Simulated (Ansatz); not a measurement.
## A series in volume scale on Gd

Free energy against uniform scaling of the volume at fixed shape and fractions; periodic cell, basis, potentials, k mesh and filling as listed. The results are calculated, by Ansatz 0.2.0.

The cell before it is scaled or strained (space group P6_3/mmc, No. 194):
```
Gd
1.0
      3.6360     0.0000     0.0000
     -1.8180     3.1489     0.0000
      0.0000     0.0000     5.7826
Gd
2
Direct
  0.33333 0.66667 0.25000
  0.66667 0.33333 0.75000
```

Settings of every row: functional PBE; dispersion none; potentials PAW; wave cutoff 420 eV; density cutoff 1680 eV; k mesh 9x9x5; k shift 0x0x0; occupations cold; smearing width 0.1 eV; spin collinear.

Limits: a known weakness of the program can leave such a cell on a higher state; coarse k mesh, up to 40 meV an atom off; state may not be the lowest.

```csv
row,volume scale,V (Å³/atom),energy above lowest point (meV/atom)
1,0.9,29.793,52.7
2,0.925,30.621,31.1
3,0.95,31.448,15.6
4,0.975,32.276,?
5,1,33.104,0.5
6,1.025,33.931,0
7,1.05,34.759,3.6
8,1.075,35.586,11
9,1.1,36.414,21.7
```

Question: what energy above lowest point should row 4 give?

Worked fit of energy above lowest point. Take u = (V_r/V)^(2/3) − 1 with V_r = 33.517 Å³ an atom, which is twice the finite (Eulerian) strain; such expansions in the strain, on which the Birch-Murnaghan equation of state is built, carry the rest volume and the bulk modulus. The shown rows have u = 0.08168, 0.0621, 0.04339, 0.0083, -0.00815, -0.02397, -0.03915, -0.05377. Least squares give energy above lowest point = −0.28 + 29.7 × u + 7930 × u² − 4316 × u³ meV/atom; a parabola predicts inner rows, each left out in turn, worse (root mean square 0.34 against 0.029 meV/atom). All shown rows lie on it to the printed digit. The withheld row has u = 0.02547, so the fit gives −0.28 + 29.7 × (0.02547) + 7930 × (0.02547)² − 4316 × (0.02547)³ = 5.5 meV/atom.

The calculation gave 5.6 meV/atom. The fit lies 0.1 meV/atom (1.8 % of the value, 0.19 % of the column's range) below it, one unit of the last digit.
